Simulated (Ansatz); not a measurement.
CdS: the change of energy above lowest point with volume scale

Free energy against uniform scaling of the volume at fixed shape and fractions; periodic cell, basis, potentials, k mesh and filling as listed. The results are calculated, by Ansatz 0.2.0.

The cell before it is scaled or strained (space group P6_3mc, No. 186):
```
cell vectors (Å)
   4.1500     0.0000     0.0000
  -2.0750     3.5940     0.0000
   0.0000     0.0000     6.7370
atoms (fractions of the cell vectors)
Cd  0.33333  0.66667  0.00000
Cd  0.66667  0.33333  0.50000
S   0.33333  0.66667  0.37500
S   0.66667  0.33333  0.87500
```

Settings of every row: functional LDA; dispersion none; potentials PAW; wave cutoff 500 eV; density cutoff 2000 eV; k mesh 5x5x3; k shift 0x0x0; occupations fixed; smearing width 0 eV; spin none.

| row | volume scale | V (Å³/atom) | energy above lowest point (meV/atom) |
| --- | --- | --- | --- |
| 1 | 0.92 | 23.111 | 5.2 |
| 2 | 0.9467 | 23.782 | 0 |
| 3 | 0.9733 | 24.45 | ? |
| 4 | 1 | 25.121 | 12.7 |
| 5 | 1.0267 | 25.791 | 28.5 |
| 6 | 1.0533 | 26.46 | 49.4 |
| 7 | 1.08 | 27.13 | 74.5 |

Question: what energy above lowest point should row 3 give?

Worked fit of energy above lowest point. Take u = (V_r/V)^(2/3) − 1 with V_r = 25.456 Å³ an atom, which is twice the finite (Eulerian) strain; such expansions in the strain, on which the Birch-Murnaghan equation of state is built, carry the rest volume and the bulk modulus. The shown rows have u = 0.06655, 0.04639, 0.00887, -0.00868, -0.02546, -0.04157. Least squares give energy above lowest point = 19.94 − 902 × u + 10020 × u² + 3133 × u³ meV/atom; a parabola predicts inner rows, each left out in turn, worse (root mean square 0.16 against 0.087 meV/atom). The rows lie off it by 0.0, 0.0, 0.0, 0.0, 0.1, 0.0. Its lowest point lies at u = 0.0441, or V = 23.86 Å³ an atom, and the curvature there gives the bulk modulus at fixed shape and fractions, B = (4/9)(1 + u)² E″(u)/V = 67.9 GPa. Letting shape and atoms relax would as a rule lower it, by much in layered, chain or molecular crystals. The withheld row has u = 0.02725, so the fit gives 19.94 − 902 × (0.02725) + 10020 × (0.02725)² + 3133 × (0.02725)³ = 2.9 meV/atom.

The calculation gave 2.9 meV/atom. The fit meets it to the printed digit.
